## Chlorine on aluminium: filling two gaps in a surface map

A chlorine atom on a metal surface can sit on top of one metal atom, over a bridge between two, or in a hollow between three. Moving it sideways changes its energy, its height and the work function of the surface. If these are known at eight places, how well do symmetry and simple electrostatics fix them at two more?

The surface is the close-packed (111) face of a three-layer aluminium film, with one chlorine for every four top atoms. Place u and place v are fractions of the two shortest surface repeat vectors, counted from a top aluminium atom. At each place chlorine may move only up or down, and the aluminium atoms stay fixed.

Cl on a rigid three-layer Al(111) slab in a 2×2 cell, with only the height of Cl relaxed, computed with Ansatz 0.2.0 using PBE, PAW and plane waves to 420 eV, without spin polarization or a dispersion correction. The runs use a 6×6×1 k mesh, Gaussian smearing of 0.1 eV and a dipole correction along z. The work function is that of the chlorine-covered face.

```tsv
place u (fractional)	place v (fractional)	energy over the lowest point of the map (eV)	height over the top plane (Å)	work function (eV)
0.0000	0.0000	0.000	2.240	5.340
0.0000	0.1667	0.019	2.210	5.230
0.0000	0.3333	0.061	2.140	4.960
0.0000	0.5000	0.085	2.090	4.760
0.1667	0.3333	0.062	2.170	5.060
0.1667	0.6667	0.116	2.110	4.840
0.3333	0.1667	0.041	2.160	5.020
0.3333	0.6667	?	?	?
0.5000	0.3333	?	?	?
0.6667	0.3333	0.082	2.060	4.570
```

The place (0, 0) is atop and (0, 1/2) is the bridge. There are two kinds of hollow. The fcc hollow at (2/3, 1/3) lies above a third-layer atom, and the hcp hollow at (1/3, 2/3) lies above a second-layer atom. The two open rows are the hcp hollow and the place (1/2, 1/3), about half an ångström beside the fcc hollow.

### A nearly flat landscape

Atop is the lowest of the known places, and the bridge and the fcc hollow both lie about 0.08 eV above it. Such differences are no larger than the error of the thin film, which is some 0.05 to 0.1 eV against a thick slab. The preference for atop is therefore a result for this film, not a secure statement about a real crystal. The bridge and the fcc hollow are too close to be ranked at all.

The heights help to explain why the landscape is so flat. If the Al–Cl bond kept its atop length of 2.24 Å, chlorine would sink to 1.52 Å above the top plane in the fcc hollow. It stops at 2.06 Å, where each of its three bonds has stretched to 2.64 Å. A plausible reading is that one short, strong bond is exchanged for three longer, weaker ones, and the total changes little.

This suggests that the metal itself does little to hold chlorine at one place. A straight path from one top atom to the next crosses the bridge at 0.085 eV. A curved path may stay lower, and a rigid surface tends to overstate such barriers. The map moves all the chlorine atoms of the layer together, however. A single atom that hopped to the next top atom would end at half the normal distance from another chlorine, and the repulsion there is not in the map. The low barrier therefore points to easy motion where chlorine is sparse, not to free hopping within this layer.

### What symmetry allows

The energy must repeat from one top atom to the next. It must also be unchanged by a turn of 120° about a top atom and by reflection in the surface's mirror planes. A smooth map can therefore be built from a few waves that obey these rules, just as a periodic sound can be built from a few harmonics. The three longest are

- A = cos 2πu + cos 2πv + cos 2π(u − v),
- B = sin 2πu − sin 2πv + sin 2π(v − u),
- D = cos 2π(u + v) + cos 2π(u − 2v) + cos 2π(v − 2u).

Wave A separates atop from the hollows but treats both hollows alike. Wave B vanishes atop and at the bridge and has opposite signs in the two hollows. A single layer of aluminium would forbid B, because its hollows would be identical; the deeper layers allow it. Wave D is shorter and has the same value atop and in both hollows, so it sets these three places apart from those in between.

The known rows show that B is needed. The places (1/6, 1/3) and (1/3, 1/6) are equally far from a top atom, one on the way to the hcp hollow and the other on the way to the fcc hollow. The first lies higher by 0.021 eV. Since B grows towards the hollows, the hcp hollow should lie well above the fcc one.

A least-squares fit to the eight known energies gives, in eV,

E = 0.0664 − 0.0250 A + 0.0125 B + 0.0034 D.

Four constants for eight rows leave little room for a test. When each known row in turn is left out and predicted from the others, the typical error is 0.005 eV.

The hcp hollow, which took no part in the fit, can now be worked out by hand. There A = −1.5, B = 2.60 and D = 3. The four terms are 0.066, 0.038, 0.033 and 0.010 eV, and their sum is 0.147 eV. Waves A and B both raise the energy here, whereas in the fcc hollow B lowers it.

Beside the fcc hollow the balance is finer. Moving away from the hollow weakens the cost from A, but it also weakens the gain from B, and the two changes nearly cancel. The shorter wave D then decides, and it puts the place slightly below the hollow itself, at 0.071 eV.

### From height to work function

The heights follow the same symmetry, so the same three waves and a constant were fitted to them. The work function needs one more piece of physics. In all eight known rows it rises with the height of chlorine, from 4.57 eV in the fcc hollow to 5.34 eV atop.

A parallel-plate capacitor offers a model for this. Chlorine draws electrons from aluminium, so a negative sheet stands outside the surface and a positive one remains in the metal. An electron that leaves the metal must cross the space between them, and for a fixed charge the extra energy grows in proportion to the gap. A positively charged adsorbate would reverse the trend.

The size of the effect can be estimated. One full electron charge per chlorine, spread over the cell area of 28.3 Å², would change the work function by 6.4 eV for each ångström of height. A straight line through the eight known rows, again by least squares, has a slope of 4.1 eV/Å. The ratio is an effective charge of 0.64 electrons.

This is not the charge that chlorine carries. A capacitor has rigid plates and a fixed charge, whereas the metal's electrons rearrange as chlorine changes both its height and its site. The slope contains all of these changes. The line is useful for passing from one place on this map to another, and its sign supports the picture of negative chlorine.

### The forecasts

The work functions below come from the forecast heights and the straight line. The error bars are judgements based on the scatter of the fits, the distance from known places and the shorter waves left out. They are wider for the hcp hollow because it lies at an extreme of the map.

| Place | Energy (eV) | Height (Å) | Work function (eV) |
|---|---|---|---|
| hcp hollow | 0.147 ± 0.02 | 2.09 ± 0.03 | 4.72 ± 0.12 |
| beside fcc | 0.071 ± 0.01 | 2.09 ± 0.02 | 4.73 ± 0.08 |

In words, the hcp hollow should be the top of the map, and the other place should lie slightly below the fcc hollow. The hcp energy is not a blind forecast, because the total span of the map was already known when it was made. The fit did not use that span.

The withheld rows as computed:

```tsv
place u (fractional)	place v (fractional)	energy over the lowest point of the map (eV)	height over the top plane (Å)	work function (eV)
0.3333	0.6667	0.153	2.100	4.800
0.5000	0.3333	0.071	2.090	4.730
```

### Hits and misses

All six values fall within their bars. Beside the fcc hollow, the computed energy, height and work function agree with the forecasts to the digits given. This place has known neighbours on several sides, so the waves had only to interpolate. The fcc hollow is no resting place on this map. By symmetry all six nearest mesh points around it share this value of 0.071 eV, so the hollow is a shallow local maximum. The lowest path over the mesh from one top atom to the next passes through these points, between the bridge and the fcc hollow, and so peaks at 0.071 eV, below the bridge.

The hcp hollow is the top of the map at 0.153 eV, and the forecast was 0.006 eV too low. Because the span was known, the real test is narrower: did the waves assign the maximum to the right place, and did they come near its size without being told? They did both. A fit with A and B alone also puts the hcp hollow highest, but at 0.129 eV, which is 0.024 eV too low. For the energy, the shorter wave matters most at this extreme.

The largest miss is the work function of the hcp hollow, which came out at 4.80 eV, or 0.08 eV above the forecast. Much of this began as an error in height. Chlorine sits about 0.014 Å higher than the waves predicted, and with a slope of 4.1 eV/Å that alone is worth about 0.06 eV. The share is rough, because the heights are rounded to 0.01 Å. When the computed height is put into the line, the work function is only 0.02 eV too low.

An engineer can take a practical point from this. A height error too small to matter for a bond length can still be visible in a work function forecast from such a line. Even a change of 0.01 Å, the last digit of the heights, corresponds to about 0.04 eV along it. The line compares different sites, however. How the work function responds when chlorine is raised or lowered at one fixed site was not computed, and that response may be weaker or stronger.

### Why do the two hollows differ?

With both hollows in view, the effect of the deeper layers is plain. Each hollow has the same three aluminium neighbours in the top layer, yet the hcp hollow lies 0.071 eV higher. Chlorine also stands 0.04 Å further out there. Symmetry permits this difference but does not explain its size or its sign.

A direct push from the second-layer atom is not an obvious cause. That atom lies 2.30 Å below the top plane, so its distance from chlorine is 2.10 + 2.30 = 4.40 Å, nearly twice the atop bond length. The electrons of the metal may carry the influence of the deeper layers up to the surface, and in a film of only three layers their response could depend on the thickness. That is a guess, and the split between the hollows is itself as small as the film's error.

The same three places, atop, fcc and hcp, computed on thicker slabs with the upper aluminium atoms free to move, would put it to the test. Would the hcp hollow still be the top of the map, or does its place there belong to the thin, rigid film?
